\section*{Euler integration of the intrinsic reaction coordinate of H + CH$_4$: solution key}

\subsection*{Problem and data}

The path of $\mathrm{H_a + H_bCH_3 \to H_aH_b + CH_3}$ is followed by Euler steps of fixed length $d$. Predict the sign and size of the change in stability, first by reasoning and then by calculation, for (a) a change of $d$, (b) a uniform scaling of the potential or of the masses, (c) $\mathrm{H_b\to D}$, (d) $\mathrm{H_a\to D}$, (e) $\mathrm{CH_3\to CD_3}$, (f) imposed $C_{3v}$ symmetry, (g) $\mathrm{C\to Si}$.

\emph{Conventions.} Mass-weighted coordinates are $\mathbf q=M^{1/2}\mathbf x$, and $\mathbf g$, $H$ are the gradient and Hessian in $\mathbf q$. Lengths $s,d,q$ are in amu$^{1/2}$\,bohr, gradients in $E_h$\,amu$^{-1/2}$\,bohr$^{-1}$, eigenvalues in $E_h$\,amu$^{-1}$\,bohr$^{-2}$, with $\lambda=(\tilde\nu/5140.5\ \mathrm{cm^{-1}})^2$. Masses in amu: H 1.00783, D 2.01410, C 12, Si 27.97693.

\emph{Inputs}, all typical or assumed, so that every result is the model's.
Saddle: a collinear three-particle model with rigid CH$_3$, $r_1=r(\mathrm{C\,H_b})$, $r_2=r(\mathrm{H_bH_a})$ and $f_{11}=0.050$, $f_{22}=0.110$, $f_{12}=0.118\ E_h$\,bohr$^{-2}$. These were chosen to give typical saddle wavenumbers; two wavenumbers do not fix three constants, so the split is an assumption. Spectator CH$_3$ stretches, taken as uncoupled: about 3230 ($e$) and 3080 ($a_1$) cm$^{-1}$.
Flanks: straight valleys with an assumed repulsion $F=0.015\ E_h$\,bohr$^{-1}$ between the fragments, and typical harmonic wavenumbers of the free fragments, CH$_4$ $t_2$ 3160, CH$_3$ $e'$ 3300, H$_2$ 4400 cm$^{-1}$.

\subsection*{The result}

With friction proportional to mass, $M\ddot{\mathbf x}=-\nabla V-\gamma M\dot{\mathbf x}$ becomes $\ddot{\mathbf q}=-\mathbf g-\gamma\dot{\mathbf q}$. For $\gamma\to\infty$ inertia drops out, $\dot{\mathbf q}=-\mathbf g/\gamma$, and the arc length $s$ as parameter gives Fukui's path
\begin{equation}
\frac{d\mathbf q}{ds}=-\frac{\mathbf g}{|\mathbf g|}\equiv\mathbf t .
\label{eq:irc}
\end{equation}
A friction equal for all atoms would give steepest descent in unweighted coordinates, a different curve. Near the saddle each normal coordinate goes as $e^{-\lambda_kt/\gamma}$. Only the mode with negative eigenvalue $-\lambda_s$ vanishes for $t\to-\infty$, so the path leaves along its eigenvector.

The Jacobian of Eq.~\eqref{eq:irc} is $-PH/|\mathbf g|$ with $P=1-\mathbf t\mathbf t^{T}$. Since $P^2=P$, its eigenvalues are those of $-PHP/|\mathbf g|$. With coefficients frozen over a step, an Euler step multiplies a small transverse deviation in mode $k$ by $1-d\lambda_k/|\mathbf g|$, and stability requires
\begin{equation}
d<d_c=\frac{2|\mathbf g|}{\lambda_{\max}} ,
\label{eq:dc}
\end{equation}
with $\lambda_{\max}$ the largest eigenvalue of $PHP$ and $|\mathbf g|$ taken on the path.

\emph{Straight valley.} For $V=-Gs+\tfrac12\lambda q^2$ the full map is $q'=q-d\lambda q/\sqrt{G^2+\lambda^2q^2}$. A cycle $q'=-q$ needs $\sqrt{G^2+\lambda^2q^2}=d\lambda/2$, which gives
\begin{equation}
q^*=\frac d2\sqrt{1-\frac{d_c^2}{d^2}},\qquad
\Delta s=\frac{dG}{d\lambda/2}=d_c,\qquad
\left.\frac{dq'}{dq}\right|_{q^*}=1-\frac{2d_c^2}{d^2}.
\label{eq:zig}
\end{equation}
The cycle exists and attracts for every $d>d_c$. Its amplitude rises from zero at threshold and tends to $d/2$ only for $d\gg d_c$, and the advance per step is locked at $d_c$. Softer modes see the enlarged gradient and are multiplied by $1-2\lambda_k/\lambda_{\max}$, so they stay damped. On a flank the gradient is tangent to the relative translation, atom $i$ of fragment $A$ carries the component $\sqrt{m_i}F/M_A$, and
\begin{equation}
G=F\sqrt{1/M_A+1/M_B}.
\label{eq:G}
\end{equation}

\emph{Quadratic saddle.} Here $|\mathbf g|=\lambda_ss$. After a first step $d$ along the eigenvector $s_n=nd$, the step length cancels from the multiplier, and the peak amplification of a small deviation is
\begin{equation}
A=\prod_{1\le n<\rho/2}\Bigl(\frac{\rho}{n}-1\Bigr),\qquad \rho=\frac{\lambda_{\max}}{\lambda_s}.
\label{eq:A}
\end{equation}
For mass changes, first-order perturbation of $H=M^{-1/2}(\nabla\nabla V)M^{-1/2}$ gives $\partial\ln|\lambda_k|/\partial\ln m_i=-w_i$, where $w_i$ is the squared weight of particle $i$ in the normalised eigenvector.

\subsection*{Reference case}

With $M$ the methyl mass, the Wilson matrix has $G_{11}=1/M+1/m_b$, $G_{22}=1/m_b+1/m_a$, $G_{12}=-1/m_b$. The product with the force-constant matrix has trace $T=0.03706$ and determinant $D=-0.009406$, and
\begin{equation}
\lambda_\pm=\tfrac12T\pm\sqrt{\tfrac14T^2-D}=0.1173,\ -0.0802 ,
\end{equation}
that is 1760 and $1456i$ cm$^{-1}$, close to the typical values aimed at by construction. The unstable vector has weights 0.053, 0.941, 0.006 on CH$_3$, H$_b$, H$_a$. The stiffest mode is the $e$ stretch, $\lambda_{\max}=0.3948$, so $\rho=4.92$ and $A=3.92\times1.46=5.7$.

Reactant flank, H + CH$_4$: $G=0.01540$, $\lambda_{\max}=0.3779$, $d_c=0.082$. Product flank, H$_2$ + CH$_3$: $G=0.01125$, $\lambda_{\max}=0.7327$, $d_c=0.031$. The product side limits the step because the H$_2$ stretch is stiffer and the separating pair has the larger reduced mass. Free-fragment wavenumbers overstate the reacting-bond stiffness near the saddle, so the product $d_c$ is biased low there.

\subsection*{(a) Step length}

\emph{Reasoning.} At the saddle $A$ does not depend on $d$. On a flank, a step above $d_c$ buys no progress and only widens the zigzag. The product side should sit close to $q^*=d/2$ at $d=0.1$, and the reactant side, barely over threshold, well below it.

\emph{Calculation.} At $d=0.1$, Eq.~\eqref{eq:zig} gives $q^*=0.029$ (reactant) and $0.048$ (product), with energies $\tfrac12\lambda q^{*2}=0.10$ and $0.52$ kcal/mol above the valley floor. At $d=0.05$ the reactant side is stable, with multiplier $1-2d/d_c=-0.23$, while the product side keeps $q^*=0.020$ and 0.09 kcal/mol. Both steps cost $1/d_c=33$ gradients per unit of product valley. At $d=0.1$ the summed step length overstates the distance along the valley by $d/d_c=3.3$, and the plotted profile is too flat by that factor. At $d=0.025$ the product multiplier is $-0.63$: stable, though deviations still alternate in sign, as they do for any $d>d_c/2$.

\subsection*{(b) Uniform scalings}

\emph{Reasoning and calculation.} Under $V\to cV$ both $|\mathbf g|$ and every $\lambda$ scale by $c$, so $d_c$, $\rho$ and $A$ do not change. Under $m_i\to\kappa_m m_i$ for all atoms, $|\mathbf g|\propto\kappa_m^{-1/2}$ and $\lambda\propto\kappa_m^{-1}$, so $\rho$ is unchanged and $d_c\propto\kappa_m^{1/2}$, a factor 1.41 for doubled masses. This is a change of ruler: the Cartesian path and the Cartesian step limit are the same. Real effects come from mass ratios and from the ratio of slope to stiffness.

\subsection*{(c) Transferred atom, H$_b\to$D}

\emph{Reasoning.} H$_b$ carries most of the unstable mode and none of the $e$ stretch. So $\lambda_s$ should fall by about $(m_D/m_H)^{-0.941}=0.52$ and $\rho$ rise to about 9.4. Four steps then amplify instead of two, and $A$ should grow by more than an order of magnitude. On the reactant flank CH$_3$D keeps an $e$ stretch near the old $t_2$ value, so nothing should change. On the product flank both $\lambda_{\max}$ and $G$ fall, the first linearly in an inverse mass and the second as a square root, so a modest gain is expected.

\emph{Calculation.} $\lambda_s=0.0425$, a factor 0.53, so $\rho=9.29$ and $A=8.29\times3.64\times2.10\times1.32=84$. For HD, $\lambda_{\max}$ scales by $(1/m_H+1/m_D)/(2/m_H)=0.750$. The wavenumber 3811 cm$^{-1}$ is still above the CH$_3$ stretch. $G$ scales by 0.84, so $d_c$ rises by 1.12 to 0.034.

\subsection*{(d) Attacking atom, H$_a\to$D}

\emph{Reasoning.} With $w_a=0.006$ the saddle should not notice. On the reactant flank H$_a$ is the moving particle, so $G$ and $d_c$ should drop by nearly $1/\sqrt2=0.71$ at unchanged $\lambda_{\max}$. The products are those of (c).

\emph{Calculation.} $\lambda_s=0.0799$, $\rho=4.94$, $A=5.8$. Eq.~\eqref{eq:G} gives a factor 0.73 and $d_c=0.059$; methane recoil accounts for the departure from 0.71. The small $w_a$ rests on the assumed split of the force constants, whereas the flank factor depends on masses alone.

\subsection*{(e) Spectators, CH$_3\to$CD$_3$}

\emph{Reasoning.} At the saddle the limiting mode itself is softened by almost one half and $\lambda_s$ moves by about one per cent, so $\rho$ should fall below 4 and only one step amplify. On the flanks the stiffest bond still holds light hydrogen, C--H$_b$ in CHD$_3$ and H$_2$, so the gain should vanish.

\emph{Calculation.} For a planar methyl without stretch--bend coupling the $e$ kinematic factor is $1/m+3/(2m_C)$. Its D/H ratio is 0.556, which gives 2409 cm$^{-1}$, still above the reactive stretch. With $\lambda_s=0.0795$ (factor 0.99), $\rho=2.76$ and $A=1.8$. For CHD$_3$, a local C--H oscillator against the $t_2$ mode, at equal force constant, gives $(1/m_H+1/m_C)/(1/m_H+4/(3m_C))=0.975$ and $d_c=0.083$. The product value falls slightly, to 0.030.

\subsection*{(f) Imposed $C_{3v}$ symmetry}

\emph{Reasoning.} A symmetrised gradient never excites $e$ modes, so $\lambda_{\max}$ runs over $a_1$ modes only. This should help a little at the saddle. It cannot help on the flanks, since $t_2\to a_1+e$ leaves one component and the H$_2$ stretch is $a_1$.

\emph{Calculation.} $\lambda_{\max}=0.3590$, $\rho=4.48$, $A=4.3$; both flank limits are unchanged.

\subsection*{(g) Silane, H + SiH$_4\to$ H$_2$ + SiH$_3$}

This abstraction occurs in silicon deposition gases. Typical inputs: Si--H stretches near 2250 cm$^{-1}$, imaginary wavenumber near 1200 cm$^{-1}$, forward and reverse classical barriers of about 5 and 18 kcal/mol against about 15 and 12 for methane. Assume that $F$ scales with the barrier on each side, so $F=0.005$ and $0.0225\ E_h$\,bohr$^{-1}$.

\emph{Reasoning.} Softer spectators help at the saddle and a softer barrier hurts, so the sign must be computed. On the reactant flank the stiffness scales by $(2250/3160)^2=0.51$ and the force by one third, so $d_c$ should fall to about 0.66 of its value. On the product flank H$_2$ is still limiting and the slope is steeper, so $d_c$ should rise by about 1.5.

\emph{Calculation.} $\rho=(2250/1200)^2=3.52$ and $A=2.5$. The sign reverses for an imaginary wavenumber below $2250/\sqrt{4.92}=1014$ cm$^{-1}$; at 1000 cm$^{-1}$, $A=6.2$. The flanks give $d_c=0.053$ (factor 0.65) and $0.045$ (factor 1.45). These factors are proportional to the assumed forces.

\subsection*{Collected results of the model}

\begin{center}
\begin{tabular}{lccccc}
\hline
case & $|\tilde\nu^\ddagger|$/cm$^{-1}$ & $\rho$ & $A$ & $d_c$ reactant (ratio) & $d_c$ product (ratio)\\
\hline
reference & 1456 & 4.92 & 5.7 & 0.082 & 0.031\\
H$_b\to$D & 1060 & 9.29 & 84 & 0.081 (1.00) & 0.034 (1.12)\\
H$_a\to$D & 1453 & 4.94 & 5.8 & 0.059 (0.73) & 0.034 (1.12)\\
CD$_3$ & 1449 & 2.76 & 1.8 & 0.083 (1.02) & 0.030 (0.99)\\
$C_{3v}$ & 1456 & 4.48 & 4.3 & 0.082 & 0.031\\
SiH$_4$ & 1200 & 3.52 & 2.5 & 0.053 (0.65) & 0.045 (1.45)\\
\hline
\end{tabular}
\end{center}

\subsection*{Neglected terms}

\emph{Nonlinearity at the saddle.} Eq.~\eqref{eq:A} needs $\lambda_{\max}q_n\ll\lambda_snd$. In (c) the tightest point is $n=5$, which requires a first deviation $q_1\ll5d/(\rho A)=0.006\,d$. Larger deviations saturate into a zigzag bounded by the step length.

\emph{Barrier shape.} For $V_0\,\mathrm{sech}^2(s/a)$ with $V_0=15$ kcal/mol, $a^2=2V_0/\lambda_s$ gives $a=0.77$, and the slope lies below $\lambda_ss$ by the fraction $\tfrac43s^2/a^2=0.09$ at $s=0.2$. The tabulated $A$ hold when the amplifying steps end well inside that range, and are underestimates beyond it.

\emph{Path curvature.} A curvature $\kappa$ adds $\kappa d^2/2$ per step. If it couples to the stiff mode, the fixed point of the linear map moves by $\kappa d\,d_c/4$. For an assumed $\kappa=1$ amu$^{-1/2}$\,bohr$^{-1}$ and $d=0.1$ this is 0.0008 on the product flank, negligible beside $q^*$.

\emph{Anharmonicity.} The product zigzag at $d=0.1$ swings the H--H bond by $x=q^*/\sqrt{m_H/2}=0.067$ bohr. For a Morse bond $V\simeq\tfrac12kx^2(1-\beta x)$ with a typical $\beta=1.03$ bohr$^{-1}$. The two turning points must have equal gradient magnitude, which moves the centre outward by $\tfrac32\beta x=0.10$ of the amplitude and leaves the width unchanged at this order. The 0.52 kcal/mol then alternates by the fraction $\pm2\beta x=\pm0.14$.

\emph{Tails.} The limits refer to a steep part of the valley, and $d_c\propto F$. At $F=0.001\ E_h$\,bohr$^{-1}$ the product limit is 0.002, so any fixed step eventually zigzags with $q^*\to d/2$. As typical practice, plain Euler paths use steps of about 0.01 or less, so the tabulated flank limits are too generous for a whole path by a factor of three or more.